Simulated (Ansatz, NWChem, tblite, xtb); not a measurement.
**C2H6OSi2 (SMILES O[SiH2]C#C[SiH3]): methods side by side**

C2H6OSi2: 11 atoms, total charge 0, spin state singlet. SMILES: `O[SiH2]C#C[SiH3]`. The shape is that of a PBE0-D4/def2-TZVP optimisation. This is one conformer, not always the lowest.

```xyz
11

O    -1.9146   -1.8875    1.4991
Si   -0.3228   -1.4953    1.5766
C     0.1294   -0.2903    0.2752
C     0.4247    0.5212   -0.5795
Si    0.8728    1.7330   -1.8697
H    -2.5540   -1.1741    1.5120
H     0.0365   -0.8793    2.8789
H     0.4219   -2.7544    1.3693
H     1.6071    2.8611   -1.2469
H     1.7309    1.0730   -2.8832
H    -0.3666    2.2355   -2.5111
```

Quantity: the dipole moment, in D. The values are calculated.

```
                             level            kind  program  value (D)   CPU time
                          GFN1-xTB  semi-empirical   tblite       2.01  under 2 s
                          GFN2-xTB  semi-empirical   tblite       1.36  under 2 s
                         IPEA1-xTB  semi-empirical   tblite       1.79  under 2 s
                          GFN0-xTB  semi-empirical      xtb       1.66  under 2 s
                         HF/STO-3G    Hartree–Fock   Ansatz       1.31     0.77 s
                          HF/3-21G    Hartree–Fock   Ansatz       1.98      1.3 s
                       HF/def2-SVP    Hartree–Fock   Ansatz       1.55      4.1 s
B3LYP/6-31G* (spherical functions)   global hybrid   NWChem       1.51       25 s
B3LYP/6-31G* (Cartesian functions)   global hybrid   Ansatz       1.51      9.9 s
                     PBE0/def2-SVP   global hybrid   Ansatz       1.45      7.8 s
```

The values span 1.31 to 2.01 D. Sets without polarisation functions give poor dipoles. Without the sets that lack polarisation functions the rows with a basis span only 1.45 to 1.55 D. Times are those of the runs behind each value, whatever else they computed, on shared processors of several kinds: orders of magnitude only.

The molecule is moderately polar, and its dipole probably comes mainly from the silanol end, where the polar Si–O and O–H bonds and the oxygen lone pairs do not cancel. The two Si–C bonds of the alkyne bridge are both polarised towards carbon and point in nearly opposite directions, so their contributions largely offset each other.

The Hartree–Fock values do not rise steadily with basis size: 1.31 D with STO-3G, 1.98 D with 3-21G and 1.55 D with def2-SVP. A minimal basis restricts charge separation, whereas a split-valence set without d functions tends to exaggerate the polarity of Si–O bonds. In def2-SVP, PBE0 gives a smaller dipole than Hartree–Fock, in line with the usual tendency of Hartree–Fock to make polar bonds too ionic. The tight-binding models scatter far more than the hybrids, which suggests sensitivity to how each parametrises charge transfer at silicon. The hybrids' close agreement does not establish the basis-set limit, since none of the sets includes diffuse functions.
